**Predicting the L1 and L2 levels of Ru13+ from its other shells**

The table holds binding energies, relaxation, Breit and QED parts and mean radii for the shells of free Ru13+, from Dirac-Fock ΔSCF with configuration average and no correlation. The program fits a two-parameter screened potential in the radial Dirac equation to the nine known rows, transfers relaxation, Breit and QED by ratios from other shells, and predicts the withheld L1 and L2 rows with error bars. A screened Dirac formula gives a second estimate of the L2−L3 splitting, 123 to 132 eV against a computed 129.2 eV. L2 is met within its bar (5.7 eV high), while L1 is 45 eV low, 1.6 bars, mainly because the local potential underestimates the 2s−2p1/2 gap by 19 %. Relaxation, Breit and QED parts fall within their bars, with relaxation and Breit overestimated in size in both rows.

Radial Dirac-Fock and Kohn-Sham solver 2: Dirac-Fock ΔSCF binding energies of the free Ru13+ ion (Z = 44), [Ar] 3d10 4s2 4p1, measured from the vacuum level. Average of configuration, finite nucleus of rms radius 4.4809 fm, first-order frequency-dependent Breit interaction, self-energy and vacuum polarisation; no correlation.

## Script

```python
# Table: binding energies, relaxation, Breit, QED parts (eV) and <r> (bohr) of free Ru13+, radial Dirac-Fock
# Delta-SCF, configuration average, no correlation. Tested: prediction of the withheld L1, L2 rows from the others.
T = {
    'level_shell': ['K', 'L1', 'L2', 'L3', 'M1', 'M2', 'M3', 'M4', 'M5', 'N1', 'N23'],
    'level_binding': [22430, 3537.2, 3275.5, 3146.3, 881.67, 778.88, 755.95, 577.6, 573.31, 325.17, 292.21],  # eV
    'level_relaxation': [-48.983, -21.056, -23.972, -23.167, -4.0798, -4.4377, -4.1903, -5.1145, -5.0036, -0.29116, -0.23969],  # eV
    'level_breit': [-42.162, -3.7072, -6.296, -4.1855, -0.54638, -0.94869, -0.57265, -0.2827, -0.12505, -0.12902, -0.15212],  # eV
    'level_qed': [-21.11, -2.4952, 0.23769, -0.030452, -0.47358, 0.049112, 0.0020541, 0.052369, 0.038335, -0.10474, 0.0063382],  # eV
    'level_mean_radius': [0.03342, 0.1449, 0.1236, 0.1283, 0.3971, 0.3912, 0.401, 0.375, 0.3783, 0.9113, 0.959],  # bohr
}
HELD = [1, 2]  # rows withheld from the fit
import numpy as np
from scipy.linalg import eigh_tridiagonal as et
from scipy.optimize import least_squares, brentq
from scipy.constants import alpha as al, physical_constants as pc
Ha = pc['Hartree energy in eV'][0]; c = 1/al; Z, N = 44, 31
R = np.sqrt(5/3)*4.4809e-15/pc['Bohr radius'][0]   # rms radius from the caption, uniform sphere
S = T['level_shell']; kn = [s for i, s in enumerate(S) if i not in HELD]; hd = [S[i] for i in HELD]
B, X, Br, Q, Rm = [dict(zip(S, map(float, T['level_'+k]))) for k in ('binding', 'relaxation', 'breit', 'qed', 'mean_radius')]
F = {s: B[s]-X[s]-Br[s]-Q[s] for s in S}           # frozen Dirac-Coulomb part
nk = dict(K=(1,-1), L1=(2,-1), L2=(2,1), L3=(2,-2), M1=(3,-1), M2=(3,1), M3=(3,-2), M4=(3,2), M5=(3,-3), N1=(4,-1), N2=(4,1), N3=(4,-2))
h = 0.0125; r = 2e-5*np.exp(h/2*np.arange(2100)); odd = np.arange(2100) % 2
def solve(p, vec=False, ns=N-1):   # staggered log grid; returns binding (eV), <r>, probability inside r < alpha bohr
    a = p[0]/p[1]*np.expm1(p[1]*r); V = -Z*np.where(r > R, 1/r, (3-(r/R)**2)/(2*R)) + ns*a/(1+a)/r; o = {}
    for k in (-1, 1, -2, 2, -3):
        j = int(k > 0); e = c*((2*odd[:-1]-1)/h + k/2)/np.sqrt(r[1:]*r[:-1])
        w = et((V-2*c*c*odd)[j:], e[j:], eigvals_only=not vec, select='v', select_range=(-1100, -4), tol=1e-7)
        for s, (n, kk) in nk.items():
            if kk == k:
                i = n-1-(k if k > 0 else -k-1); y = w[1][:, i]**2 if vec else 0*r[j:]
                o[s] = np.array([-(w[0] if vec else w)[i]*Ha, y@r[j:], y[r[j:] < al].sum()])
    o['N23'] = (o['N2']+2*o['N3'])/3
    return o
dirac = lambda z, n, k: Ha*c*c*(1-1/np.sqrt(1+(z*al/(n-abs(k)+np.sqrt(k*k-(z*al)**2)))**2))
chk = solve([6, 2], ns=0)['L3'][0]/dirac(Z, 2, -2)-1; print(f"solver check, bare 2p3/2 against Dirac formula: {chk:+.1e} relative")
assert abs(chk) < 1e-3
assert all(X[s] < 0 and Br[s] < 0 for s in kn) and X['K'] < X['L3'] < X['M4'] < X['N1']
assert all(Q[s] < -0.05 for s in ('K', 'M1', 'N1')) and B['M1'] > B['M2'] > B['M3'] > B['M4'] > B['M5']
def res(p):
    o = solve(p); return [o[s][0]/F[s]-1 for s in kn]
fit = least_squares(res, [6.5, 2.5], bounds=([3, 0.5], [12, 8]), diff_step=1e-4, xtol=1e-6, ftol=1e-7); m = solve(fit.x, True)
print(f"potential fitted on known rows: eta {fit.x[0]:.3f}, xi {fit.x[1]:.3f} 1/bohr, rms error {100*np.sqrt(np.mean(fit.fun**2)):.2f} % (table rounding about 0.002 %)")
print("shell: frozen part eV, model eV, error %; <r> error %; relaxation, Breit, QED as % of binding")
for s in kn: print(f"{s:4}{F[s]:9.1f}{m[s][0]:9.1f}{100*(m[s][0]/F[s]-1):+7.2f};{100*(m[s][1]/Rm[s]-1):+7.2f};{100*X[s]/B[s]:7.3f}{100*Br[s]/B[s]:7.3f}{100*Q[s]/B[s]:+7.3f}")
ge = {}
for a, b in (('M2','M3'), ('M4','M5'), ('M1','M2'), ('N1','N23')):
    ge[a] = (m[a][0]-m[b][0])/(F[a]-F[b])-1
    print(f"gap {a}-{b}: total {B[a]-B[b]:.2f}, frozen {F[a]-F[b]:.2f}, model {m[a][0]-m[b][0]:.2f} eV, error {100*ge[a]:+.1f} %")
so, sp = m['L2'][0]-m['L3'][0], m['L1'][0]-m['L2'][0]
dso, dsp = so*max(abs(ge['M2']), abs(ge['M4'])), sp*max(abs(ge['M1']), abs(ge['N1']))
print(f"model frozen gaps: L2-L3 {so:.1f} +- {dso:.1f} eV, L1-L2 {sp:.1f} +- {dsp:.1f} eV; model 4p splitting roughly {m['N2'][0]-m['N3'][0]:.0f} eV")
sr = lambda s, n, l: Z-(3*n*n-l*(l+1))/(2*Rm[s]); alt = {}
for a, b, l in (('M2','M3',1), ('M4','M5',2)):
    ss = Z-brentq(lambda z: dirac(z,3,l)-dirac(z,3,-l-1)-B[a]+B[b], 5, Z); z = Z-ss/sr(b,3,l)*sr('L3',2,1); alt[a] = dirac(z,2,1)-dirac(z,2,-2)
    print(f"screened formula via {a}-{b}: screening spin-orbit {ss:.2f}, radius {sr(b,3,l):.2f}; for 2p {Z-z:.2f}, L2-L3 {alt[a]:.1f} eV")
print(f"ratios M1/M3, M2/M3, M4/M5: relaxation {X['M1']/X['M3']:.3f} {X['M2']/X['M3']:.3f} {X['M4']/X['M5']:.3f}; Breit {Br['M1']/Br['M3']:.3f} {Br['M2']/Br['M3']:.3f} {Br['M4']/Br['M5']:.3f}")
q = {s: Q[s]/m[s][2] for s in ('K', 'M1', 'N1')}; fq = (Q['M2']-Q['M3'])/(B['M2']-B['M3'])
print("QED / model probability inside Compton radius, eV:", ", ".join(f"{s} {v:.0f}" for s, v in q.items()), f"; K QED/8 = {Q['K']/8:.2f} eV")
print(f"QED difference / splitting: 3p {fq:.5f}, 3d {(Q['M4']-Q['M5'])/(B['M4']-B['M5']):.5f}, alpha/pi {al/np.pi:.5f}")
xm = np.array([X[s] for s in kn if s[0] == 'M']); rr = {s: Rm[s]/m[s][1] for s in kn}
for s, t in (('L1', 'M1'), ('L2', 'M2')):
    x = X['L3']*X[t]/X['M3']; b = Br['L3']*Br[t]/Br['M3']; db = 0.12*abs(b)   # 12 % is an assumed bar
    if s == 'L1': dx = abs(x*xm.std(ddof=1)/xm.mean()); qq = m[s][2]*(q['K']+q['M1'])/2; dq = m[s][2]*abs(q['K']-q['M1'])/2; g, dg = so+sp, np.hypot(dso, dsp)
    else: dx = abs(X['L3']*(X['M2']/X['M3']-X['M4']/X['M5'])); qq = Q['L3']+fq*so; dq = np.hypot(so*(al/np.pi-fq), Q['L3']); g, dg = so, dso
    rp = m[s][1]*rr['L3']; dr = rp*max(abs(rr[t]/rr['M3']-1), abs(rr['M4']/rr['M5']-1))
    print(f"{s}: predicted +- bar | computed | miss (predicted less computed) | miss/bar")
    for nm, p, d, v, f in (('binding eV', F['L3']+g+x+b+qq, np.sqrt(dg**2+dx**2+db**2+dq**2), B[s], 1), ('frozen part eV', F['L3']+g, dg, F[s], 1),
                           ('relaxation eV', x, dx, X[s], 2), ('Breit eV', b, db, Br[s], 2), ('QED eV', qq, dq, Q[s], 3), ('<r> bohr', rp, dr, Rm[s], 4)):
        print(f"  {nm:15}{p:10.{f}f} +- {d:.{f}f} | {v:.{f}f} | {p-v:+.{f}f} ({100*(p-v)/abs(v):+.2f} %) | {(p-v)/d:+.1f}")
print(f"computed gaps: L2-L3 total {B['L2']-B['L3']:.1f}, frozen {F['L2']-F['L3']:.1f}; L1-L2 total {B['L1']-B['L2']:.1f}, frozen {F['L1']-F['L2']:.1f} eV")
print(f"model gap errors: L2-L3 {100*(so/(F['L2']-F['L3'])-1):+.1f} %, L1-L2 {100*(sp/(F['L1']-F['L2'])-1):+.1f} %; screened formula misses {alt['M2']-B['L2']+B['L3']:+.1f} (3p), {alt['M4']-B['L2']+B['L3']:+.1f} eV (3d)")
print(f"computed L1/L3, L2/L3: relaxation {X['L1']/X['L3']:.3f} {X['L2']/X['L3']:.3f}; Breit {Br['L1']/Br['L3']:.3f} {Br['L2']/Br['L3']:.3f}; <r> {Rm['L1']/Rm['L3']:.3f} {Rm['L2']/Rm['L3']:.3f}")
print(f"computed QED: L1 / probability {Q['L1']/m['L1'][2]:.0f} eV, K/L1 {Q['K']/Q['L1']:.2f}, (L2-L3)/splitting {(Q['L2']-Q['L3'])/(B['L2']-B['L3']):.5f}")
```

It prints:

```
solver check, bare 2p3/2 against Dirac formula: +3.9e-05 relative
potential fitted on known rows: eta 6.124, xi 4.477 1/bohr, rms error 1.13 % (table rounding about 0.002 %)
shell: frozen part eV, model eV, error %; <r> error %; relaxation, Breit, QED as % of binding
K     22542.3  22616.6  +0.33;  -0.36; -0.218 -0.188 -0.094
L3     3173.7   3192.8  +0.60;  -1.77; -0.736 -0.133 -0.001
M1      886.8    867.9  -2.13;  -0.90; -0.463 -0.062 -0.054
M2      784.2    778.6  -0.72;  -1.94; -0.570 -0.122 +0.006
M3      760.7    754.6  -0.81;  -1.83; -0.554 -0.076 +0.000
M4      582.9    585.2  +0.39;  -2.20; -0.885 -0.049 +0.009
M5      578.4    580.4  +0.35;  -2.20; -0.873 -0.022 +0.007
N1      325.7    331.6  +1.80;  -2.50; -0.090 -0.040 -0.032
N23     292.6    296.5  +1.32;  -3.30; -0.082 -0.052 +0.002
gap M2-M3: total 22.93, frozen 23.51, model 24.01 eV, error +2.1 %
gap M4-M5: total 4.29, frozen 4.54, model 4.81 eV, error +5.8 %
gap M1-M2: total 102.79, frozen 102.55, model 89.31 eV, error -12.9 %
gap N1-N23: total 32.96, frozen 33.10, model 35.10 eV, error +6.0 %
model frozen gaps: L2-L3 138.8 +- 8.1 eV, L1-L2 208.7 +- 26.9 eV; model 4p splitting roughly 5 eV
screened formula via M2-M3: screening spin-orbit 8.25, radius 12.83; for 2p 3.23, L2-L3 132.4 eV
screened formula via M4-M5: screening spin-orbit 12.78, radius 16.24; for 2p 3.95, L2-L3 123.0 eV
ratios M1/M3, M2/M3, M4/M5: relaxation 0.974 1.059 1.022; Breit 0.954 1.657 2.261
QED / model probability inside Compton radius, eV: K -661, M1 -718, N1 -667 ; K QED/8 = -2.64 eV
QED difference / splitting: 3p 0.00205, 3d 0.00327, alpha/pi 0.00232
L1: predicted +- bar | computed | miss (predicted less computed) | miss/bar
  binding eV         3492.2 +- 28.2 | 3537.2 | -45.0 (-1.27 %) | -1.6
  frozen part eV     3521.2 +- 28.1 | 3564.5 | -43.3 (-1.21 %) | -1.5
  relaxation eV      -22.56 +- 2.33 | -21.06 | -1.50 (-7.12 %) | -0.6
  Breit eV            -3.99 +- 0.48 | -3.71 | -0.29 (-7.72 %) | -0.6
  QED eV             -2.444 +- 0.100 | -2.495 | +0.051 (+2.05 %) | +0.5
  <r> bohr           0.1462 +- 0.0014 | 0.1449 | +0.0013 (+0.91 %) | +1.0
L2: predicted +- bar | computed | miss (predicted less computed) | miss/bar
  binding eV         3281.2 +- 8.1 | 3275.5 | +5.7 (+0.18 %) | +0.7
  frozen part eV     3312.4 +- 8.1 | 3305.5 | +6.9 (+0.21 %) | +0.9
  relaxation eV      -24.53 +- 0.85 | -23.97 | -0.56 (-2.35 %) | -0.7
  Breit eV            -6.93 +- 0.83 | -6.30 | -0.64 (-10.13 %) | -0.8
  QED eV              0.254 +- 0.048 | 0.238 | +0.017 (+7.00 %) | +0.3
  <r> bohr           0.1234 +- 0.0001 | 0.1236 | -0.0002 (-0.13 %) | -1.1
computed gaps: L2-L3 total 129.2, frozen 131.8; L1-L2 total 261.7, frozen 258.9 eV
model gap errors: L2-L3 +5.2 %, L1-L2 -19.4 %; screened formula misses +3.2 (3p), -6.2 eV (3d)
computed L1/L3, L2/L3: relaxation 0.909 1.035; Breit 0.886 1.504; <r> 1.129 0.963
computed QED: L1 / probability -704 eV, K/L1 8.46, (L2-L3)/splitting 0.00208
```
